\paragraph{1. Premises and conventions.}
Fields obey $\mathbf B=\mu_0(\mathbf H+\mathbf M)$ and are quoted as $\mu_0H$ in tesla. $\mathbf H_a$ is the field of the coil with the sample absent; it is uniform over the sample and points along $z$. $\mathbf H$ is the macroscopic field inside the sample.
(P1) The sample is a rigid ellipsoid of volume $V$ with a principal axis along $z$, at fixed temperature, and both phases have the same atomic density.
(P2) Each phase $i=1,2$ has a local free-energy density with $dF_i=-s\,dT+\mathbf H\cdot d\mathbf B$, convex in $\mathbf B$ (positive differential permeability). For the magnet $z$ is the easy axis and $F_i=F_i^z(B_z)+B_\perp^2/2\mu_0\mu_\perp$. The shape-independent part of the dipolar energy belongs to $F_i$.
(P3) Equilibrium is reached.
(P4) Wall width $\ll$ domain period $\ll$ sample size, so that wall energy and near-surface stray fields drop out. Note 8 sizes what is dropped.

\paragraph{2. The potential that is minimised.}
The coil current density obeys $\mathbf J=\nabla\times\mathbf H_a$. The source works against the induced voltage,
\begin{equation}
\delta W=\int\mathbf J\cdot\delta\mathbf A\,d^3r=\int\mathbf H_a\cdot\delta\mathbf B\,d^3r ,
\end{equation}
after one integration by parts over all space. At fixed $T$ the total free energy satisfies $\delta\mathcal F\le\delta W$, and at fixed current $\delta W=\delta\int\mathbf H_a\cdot\mathbf B$, so $\mathcal F-\int\mathbf H_a\cdot\mathbf B$ is minimal. Put $\mathbf B=\mu_0\mathbf H_a+\mathbf b$. Outside the sample $B^2/2\mu_0-\mathbf H_a\cdot\mathbf B=b^2/2\mu_0-\mu_0H_a^2/2$. Subtracting the value for the empty coil,
\begin{equation}
\mathcal G[\mathbf b]=\int_V\Big[F(\mathbf B)-\mathbf H_a\cdot\mathbf B+\tfrac12\mu_0H_a^2\Big]d^3r+\int_{\rm out}\frac{b^2}{2\mu_0}\,d^3r,\qquad\nabla\cdot\mathbf b=0 .
\label{G}
\end{equation}
With $\mathbf h=\mathbf H-\mathbf H_a$, where $\mathbf H=\partial F/\partial\mathbf B$ inside and $\mathbf B/\mu_0$ outside, the first variation is $\int\mathbf h\cdot\delta\mathbf b$. It vanishes for all $\delta\mathbf b=\nabla\times\delta\mathbf A$ exactly when $\nabla\times\mathbf h=0$, that is $\mathbf h=-\nabla\psi$. One identity is used twice below: for any divergence-free $\mathbf v$ decaying as $r^{-3}$, with $\psi\sim r^{-2}$,
\begin{equation}
\int_{\rm all}\mathbf h\cdot\mathbf v\,d^3r=\int_{\rm all}\psi\,\nabla\cdot\mathbf v\,d^3r=0 .
\label{orth}
\end{equation}
The variable is $\mathbf B$ for a reason. The usual density $f(M)$, with $df=-s\,dT+\mu_0H\,dM$, is related to $F$ by $F=f+\mu_0H^2/2$, as differentiation shows. For a Meissner phase $M=-H$ gives $f=f_0-\mu_0M^2/2$, which is concave, so a convexity argument in $M$ would miss the superconductor.

\paragraph{3. Why the ellipsoid is special.}
From $\nabla\cdot\mathbf b=0$ and $\mathbf b=\mu_0(\mathbf h+\mathbf M)$ follows $\nabla^2\psi=\nabla\cdot\mathbf M$. For uniform $\mathbf M$ the solution is $\psi=-\mathbf M\cdot\nabla U$ with $U(\mathbf r)=(4\pi)^{-1}\int_Vd^3r'/|\mathbf r-\mathbf r'|$, so $h_i=\sum_jM_j\,\partial_i\partial_jU$. The classical theorem on the Newtonian potential of a homogeneous ellipsoid with semi-axes $R_x,R_y,R_z$, taken here as given, states that inside $U=U_0-\frac12\sum_iN_ix_i^2$ with
\begin{equation}
N_i=\frac{R_xR_yR_z}{2}\int_0^\infty\frac{du}{(u+R_i^2)\,Q(u)},\qquad Q=\prod_j(u+R_j^2)^{1/2}.
\label{N}
\end{equation}
The three integrands add to $-2\,d(1/Q)/du$, so $\sum_iN_i=R_xR_yR_z/Q(0)=1$, as $\nabla^2U=-1$ requires, and $0<N_i<1$. A uniform $M$ along $z$ thus produces a uniform internal field on the load line
\begin{equation}
H=H_a-NM,\qquad N\equiv N_z .
\label{load}
\end{equation}

\paragraph{4. The mixture realises the convex hull.}
A wall whose normal is perpendicular to $\mathbf B_2-\mathbf B_1$ keeps the normal component of $\mathbf B$ continuous. Here the jump is along $z$, so lamellae or tubes with walls containing $z$ respect $\nabla\cdot\mathbf b=0$ for any pair $B_1,B_2$. A cell large against the period, with fraction $x$ of phase 2 and mean induction $\bar B=xB_2+(1-x)B_1$, has the density $xF_2(B_2)+(1-x)F_1(B_1)$. Minimise it at fixed $\bar B$ with a multiplier $\lambda$. Variation of $B_1$, $B_2$ and $x$ gives
\begin{equation}
F_1'(B_1)=F_2'(B_2)=\lambda,\qquad F_2(B_2)-F_1(B_1)=\lambda\,(B_2-B_1).
\end{equation}
The first condition says that both phases feel the same $H=\lambda$, which is the continuity of tangential $\mathbf H$ at such a wall. The second says that $F-HB$ is equal in the two phases. Since $F-HB=g-\mu_0H^2/2$ with $g=f-\mu_0HM$, and $H$ is common, this is
\begin{equation}
g_1(H_c,T)=g_2(H_c,T)\equiv g_c(T).
\label{pin}
\end{equation}
Because $\partial(g_2-g_1)/\partial H=-\mu_0(M_2-M_1)<0$, the root $H_c(T)$ is unique. It is a property of the substance, independent of $x$ and of shape. The coarse-grained density is the convex hull $F^{**}$: the branches joined by a straight segment of slope $H_c$ between $B_i=\mu_0(H_c+M_i)$, where from now on $M_i\equiv M_i(H_c,T)$ and $\Delta M=M_2-M_1$. On the segment
\begin{equation}
H=H_c,\qquad\bar M=M_1+x\,\Delta M,\qquad f^{**}=g_c+\mu_0H_c\bar M .
\label{seg}
\end{equation}
Walls normal to $z$ would force $B_1=B_2$; the fields would then differ by the full jump in $M$, both phases could not sit at $H_c$, and the energy would lie above the hull.

\paragraph{5. The uniform mixture is the only minimum.}
Textbooks assume that $x$ is the same everywhere; it can be proved. The constitutive curve $M(H)$ of the hull consists of two branches and a vertical step at $H_c$. Along a branch $H_a=H+NM(H)$ has slope $1+N\chi>0$, because $\chi=dM/dH\ge-1$ and $N<1$; along the step $H_a$ rises with $\bar M$. So each $H_a$ selects one point $(H_0,M_0)$ of the curve on the line (\ref{load}). The uniform state built on it has divergence-free $\mathbf b_0$ and curl-free $\mathbf h_0$. For any other coarse-grained field $\mathbf b_0+\boldsymbol\delta$,
\begin{align}
\mathcal G-\mathcal G_0={}&\int_V\big[F^{**}(\mathbf B_0+\boldsymbol\delta)-F^{**}(\mathbf B_0)-\mathbf H_0\cdot\boldsymbol\delta\big]d^3r\nonumber\\
&+\int_{\rm out}\frac{\delta^2}{2\mu_0}\,d^3r+\int_{\rm all}\mathbf h_0\cdot\boldsymbol\delta\,d^3r .
\end{align}
The last term vanishes by (\ref{orth}), the first is non-negative by convexity, and the second is non-negative. Every actual arrangement of phases has a mean density at least $F^{**}$, so $\mathcal G_0$ is the global minimum. Equality needs $\boldsymbol\delta=0$ outside and, by strict convexity in $B_\perp$, $\boldsymbol\delta=\delta_z\hat{\mathbf z}$ inside. Then $\partial_z\delta_z=0$, so $\delta_z$ is constant on each chord along $z$, and continuity of the normal component gives $\delta_zn_z=0$ where the chord ends. Since $n_z\neq0$ almost everywhere, $\boldsymbol\delta=0$. The fraction $x$ is uniform, whereas the pattern (stripes or tubes) is left open at this order.

\paragraph{6. Window, lever rule and apparent susceptibility.}
Insert (\ref{seg}) in (\ref{load}):
\begin{equation}
\bar M=\frac{H_a-H_c}{N},\qquad x=\frac{H_a-H_c-NM_1}{N\,\Delta M}.
\label{lever}
\end{equation}
The requirement $0<x<1$ gives the two-phase window and its slope,
\begin{equation}
H_c+NM_1<H_a<H_c+NM_2,\qquad\chi_{\rm app}=\frac{d\bar M}{dH_a}=\frac1N .
\label{window}
\end{equation}
The width is $N\Delta M$. The fraction is linear in $H_a$ even when each phase is polarisable, because $M_1$ and $M_2$ are frozen at their values at $H_c$. The line $\bar M(H_a)$ extrapolates to zero at $H_a=H_c$, which yields $H_c$ without knowledge of $N$ or $M_1$. On a branch $dM=\chi(dH_a-N\,dM)$ gives $\chi_{\rm app}=\chi/(1+N\chi)$, which tends to $1/N$ as $\chi\to\infty$: the mixture is an infinitely soft medium and only the shape resists.

To evaluate (\ref{G}), use $\mathbf b=\mu_0\mathbf h$ outside and (\ref{orth}) with $\mathbf v=\mathbf b$, so that $\int_{\rm out}b^2/2\mu_0=-\frac12\int_V\mathbf h\cdot\mathbf b$. Inside, $F=f+\mu_0H^2/2$ gives $F-H_aB+\frac12\mu_0H_a^2=f+\frac12\mu_0h^2-\mu_0H_aM$, and $-\frac12hb=-\frac12\mu_0h^2-\frac12\mu_0hM$. With $h=-NM$,
\begin{equation}
\tilde g\equiv\mathcal G/V=f+\tfrac12\mu_0NM^2-\mu_0H_aM
\;\longrightarrow\;g_c(T)-\frac{\mu_0(H_a-H_c)^2}{2N}
\label{gt}
\end{equation}
in the window. For field-independent $M_i$ a single phase has $f_i=g_c+\mu_0H_cM_i$ and lies above the mixture by $\frac12\mu_0N(\bar M-M_i)^2$, with $\bar M$ from (\ref{lever}); this is $\frac12\mu_0N\Delta M^2x^2$ for phase 1 and $\frac12\mu_0N\Delta M^2(1-x)^2$ for phase 2. A sample unable to split would jump at $H_c+N(M_1+M_2)/2$, where splitting gains $\mu_0N\Delta M^2/8$.

The transition is still first order. From (\ref{gt}), $\bar s=-\partial_T\tilde g=-g_c'-\mu_0\bar MH_c'$ (prime: $d/dT$), so $s_2-s_1=-\mu_0\Delta M\,H_c'$, the Clausius--Clapeyron relation, and the latent heat is released in proportion to $x$. At fixed $H_a$ the heat capacity per volume is
\begin{equation}
c=-Tg_c''-\mu_0T\bar MH_c''+\mu_0TH_c'^2/N .
\end{equation}
The latent-heat part of $c$ is $T(s_2-s_1)\,dx/dT$. With $x=(\bar M-M_1)/\Delta M$ and $d\bar M/dT=-H_c'/N$ it equals $\mu_0TH_c'^2/N+\mu_0TH_c'(M_1'+x\,\Delta M')$, the primes on $M_i$ being taken along the line $H_c(T)$. The last term of $c$ is therefore the piece of the latent-heat part that diverges as $N\to0$, where it sharpens to a spike carrying the whole latent heat. At finite $N$ it is the entire latent-heat part only if $M_1'+x\,\Delta M'=0$, as for temperature-independent $M_i$; otherwise the remainder is contained in the first two terms. For $M_1=-H_c$, $M_2=0$ (Note 7) the latent-heat part is $\mu_0TH_c'^2(1/N-1+x)$. A two-phase area in the $(H_a,T)$ plane does not break the phase rule, because the magnetostatic energy is not additive and $H_a$ is not the local intensive field. In the $(H,T)$ plane the area is a line.

\paragraph{7. The type-I superconductor.}
Take the normal phase as non-magnetic, $F_n=B^2/2\mu_0$. The superconducting phase exists only at $\mathbf B=0$, with $F_s=-\mu_0H_c^2/2$; this defines $H_c$. The tangent to the parabola at $B_t$ has slope $B_t/\mu_0$ and intercept $-B_t^2/2\mu_0$, and passes through the superconducting point for $B_t=\mu_0H_c$. Hence
\begin{equation}
F^{**}=H_c|\mathbf B|-\tfrac12\mu_0H_c^2\qquad(|\mathbf B|\le\mu_0H_c),
\end{equation}
a convex cone whose tip admits every $|\mathbf H|\le H_c$. Note 5 carries over, since $|\mathbf B_0+\boldsymbol\delta|-|\mathbf B_0|-\delta_z$ is non-negative and vanishes only for $\boldsymbol\delta\parallel z$. At the tip $M=-H$, so $H=H_a/(1-N)$ and $\chi_{\rm app}=-1/(1-N)$. With $M_1=-H_c$ and $M_2=0$, (\ref{lever}) and (\ref{window}) give the intermediate state,
\begin{equation}
(1-N)H_c<H_a<H_c,\qquad x=\frac{H_a-(1-N)H_c}{NH_c},\qquad\bar B=\mu_0H_c\,x .
\end{equation}
The window lies below $H_c$ because $M_1<0$, and its slope $+1/N$ is positive although the sample is diamagnetic. On the Meissner branch (\ref{gt}) gives $-\frac12\mu_0H_c^2+\mu_0H_a^2/2(1-N)$, which meets the window expression at the lower edge with the value $-\frac12\mu_0NH_c^2$.

\paragraph{8. Size of what (P4) drops.}
Take a plate of thickness $D$ normal to $z$ ($N\to1$), rigid $M_i$, and straight stripes of period $p\ll D$ along $y$, as in Kittel's estimate. On each face the pole density $M_z(y)$ has, besides its mean, the harmonics $\sigma_n\cos k_ny$ with $k_n=2\pi n/p$ and $\sigma_n=2\Delta M\sin(n\pi x)/n\pi$. A sheet $\sigma\cos ky$ has $\psi=(\sigma/2k)\cos ky\,e^{-k|z|}$, since $-\partial_z\psi$ jumps by the pole density, and stores $\frac12\mu_0\int|\nabla\psi|^2dz=\mu_0\sigma^2/8k$ per area. Two faces, and two walls of energy $\gamma$ per period, give an excess per volume
\begin{equation}
e=\frac{\mu_0\Delta M^2S(x)}{2\pi^3}\frac pD+\frac{2\gamma}{p},\qquad S(x)=\sum_{n\ge1}\frac{\sin^2n\pi x}{n^3}.
\end{equation}
With the length $\ell=\gamma/\mu_0\Delta M^2$, minimising over $p$ yields
\begin{equation}
p^2=\frac{4\pi^3\ell D}{S},\qquad e=2\mu_0\Delta M^2\Big(\frac{S\,\ell}{\pi^3D}\Big)^{1/2}.
\label{ex}
\end{equation}
At $x=\frac12$, $S=7\zeta(3)/8=1.0518$, so $p^2=118\,\ell D$, and $e$ is $2.95\,(\ell/D)^{1/2}$ times the gain $\mu_0\Delta M^2/8$. Adding $e(x)$ to (\ref{gt}) and varying $x$ gives $H_a=H_c+\bar M+(de/dx)/\mu_0\Delta M$. Differentiating the series twice, $d^2S/dx^2=2\pi^2\sum_n\cos(2\pi nx)/n=-2\pi^2\ln(2\sin\pi x)$, and $dS/dx=0$ at $x=\frac12$ by symmetry. The centre of the window stays in place, and there
\begin{equation}
\frac{dH_a}{d\bar M}=1-2\ln2\Big(\frac{\pi\ell}{SD}\Big)^{1/2}=1-2.40\,(\ell/D)^{1/2}.
\label{slope}
\end{equation}
For small $x$, two integrations give $S\simeq\pi^2x^2L$ with $L=\frac32-\ln2\pi x$. Then $e\simeq2\mu_0\Delta M^2x(\ell L/\pi D)^{1/2}$, and each edge moves inward by about $2\Delta M(\ell L/\pi D)^{1/2}$. This is an order of magnitude, with $L$ taken where $p$ reaches $D$, at $x=2(\pi\ell/LD)^{1/2}$. Straight stripes are a trial state; branching near the faces or partial flux closure can only lower $e$.

A misfit strain $\epsilon$ along $z$ between coherent lamellae acts similarly. With one modulus $C$ and a shared strain $\eta$, the energy $\frac12C[x(\eta-\epsilon)^2+(1-x)\eta^2]$ is least at $\eta=x\epsilon$ and equals $\frac12C\epsilon^2x(1-x)$. Its curvature $-C\epsilon^2$ replaces $N$ in the slope by $N-C\epsilon^2/\mu_0\Delta M^2$, whatever the sample size.

\paragraph{9. Range of validity.}
The result needs a first-order line; in a metamagnet $\Delta M$ and the window close at the tricritical point. It needs $D\gg118\,\ell$, and $N$ large against both $(\ell/D)^{1/2}$ and $C\epsilon^2/\mu_0\Delta M^2$, so thin films, small particles and extreme needles are excluded. Nucleation barriers and wall pinning violate (P3): $H$ then departs from $H_c$ by a coercive field and the sloping line opens into a loop. In other shapes (\ref{pin}) still holds wherever the phases mix, but $x$ varies in space, no single $N$ exists and the corners of $\bar M(H_a)$ are rounded. Equations (\ref{ex}) and (\ref{slope}) assume rigid $M_i$; for a superconductor, where $M$ follows $H$, only their scaling with $(\ell/D)^{1/2}$ carries over.

\paragraph{10. Numbers for FeCl$_2$ near 4 K.}
FeCl$_2$ has triangular Fe layers, each ferromagnetic, with moments along the hexagonal $c$ axis and alternating in sign from layer to layer. A field along $c$ turns the reversed layers over at a first-order transition. Typical approximate inputs are $a=3.60$~\AA, $c=17.5$~\AA\ with three Fe and three layers per cell, $\mu=4.3\,\mu_B$ per Fe, $\mu_0H_c=1.05$~T, $T_N=23.5$~K and a tricritical temperature near 21~K. Assume $M_1=0$ and $M_2=n\mu$. Intermediate values are carried unrounded. The cell volume $(\sqrt3/2)a^2c=196$~\AA$^3$ gives $n=15.3$~nm$^{-3}$, $\mu_0\Delta M=0.765$~T and $\mu_0\Delta M^2=2.9$~meV\,nm$^{-3}$. The Zeeman energy $\mu\mu_0H_c$ is 0.26~meV per Fe, or 3.0~K. With $N$ from (\ref{N}), every window opens at 1.05~T:
\begin{center}
\begin{tabular}{lcccc}
shape ($R_x=R_y$) & $N$ & $1/N$ & width (T) & upper edge (T)\\\hline
needle, $R_z=5R_x$ & 0.0558 & 17.9 & 0.04 & 1.09\\
sphere & $1/3$ & 3 & 0.26 & 1.31\\
oblate, $R_x=5R_z$ & 0.750 & 1.33 & 0.57 & 1.62\\
plate limit & 1 & 1 & 0.77 & 1.82
\end{tabular}
\end{center}
For the oblate spheroid at $\mu_0H_a=1.30$~T, $\mu_0\bar M=0.33$~T, $x=0.44$ and $\bar B=1.38$~T, while $\mu_0H$ stays at 1.05~T. Reading the transition at the midpoint of the rise would give 1.34~T, 27 per cent above $H_c$.

A crude wall energy comes from treating a layer as a triangular Ising net with $k_BT_N=4J/\ln3$. A boundary along a lattice row breaks two bonds of cost $2J$ per length $a$, in every second layer only, so $\gamma=k_BT_N\ln3/(2ac/3)=5.3$~meV\,nm$^{-2}$ and $\ell=1.8$~nm, good to a factor of a few. The condition on $D$ becomes $D\gg2\times10^2$~nm. A plate with $D=5\times10^5$~nm has $(\ell/D)^{1/2}=1.9\times10^{-3}$, $p=1.0\times10^4$~nm and $e=0.13~\mu$eV per Fe, against a gain of $24~\mu$eV. The slope changes by 0.5 per cent, and with $x=0.003$, $L=5.5$ each edge moves by about 4~mT. Two other terms can be larger. Each 0.01 of parallel susceptibility in phase 1 raises the lower edge of the oblate sample by 8~mT. An illustrative $C=200$~eV\,nm$^{-3}$ with $\epsilon=10^{-3}$ lowers the effective $N$ by 0.07, more than the whole $N$ of the needle.

Aluminium, the type-I wiring metal, shows the other case. With a typical $\mu_0H_c=10.5$~mT far below its critical temperature, the model puts a sphere in the intermediate state from 7.0 to 10.5~mT. Writing $\gamma=\frac12\mu_0H_c^2w$ with $w$ near the typical coherence length $1.6\times10^3$~nm gives $\ell=w/2$ and $(\ell/D)^{1/2}=0.03$ for $D=10^6$~nm, so corrections reach several per cent, and films thinner than $\ell$ fall outside the range.

All these numbers are the model's. The FeCl$_2$ windows restate the typical inputs $H_c$ and $\mu$ through the shape factor and test neither. Real crystals are usually cleaved platelets, not ellipsoids, so the rise between 1.05~T and an upper edge of at most 1.82~T should show rounded corners and some hysteresis.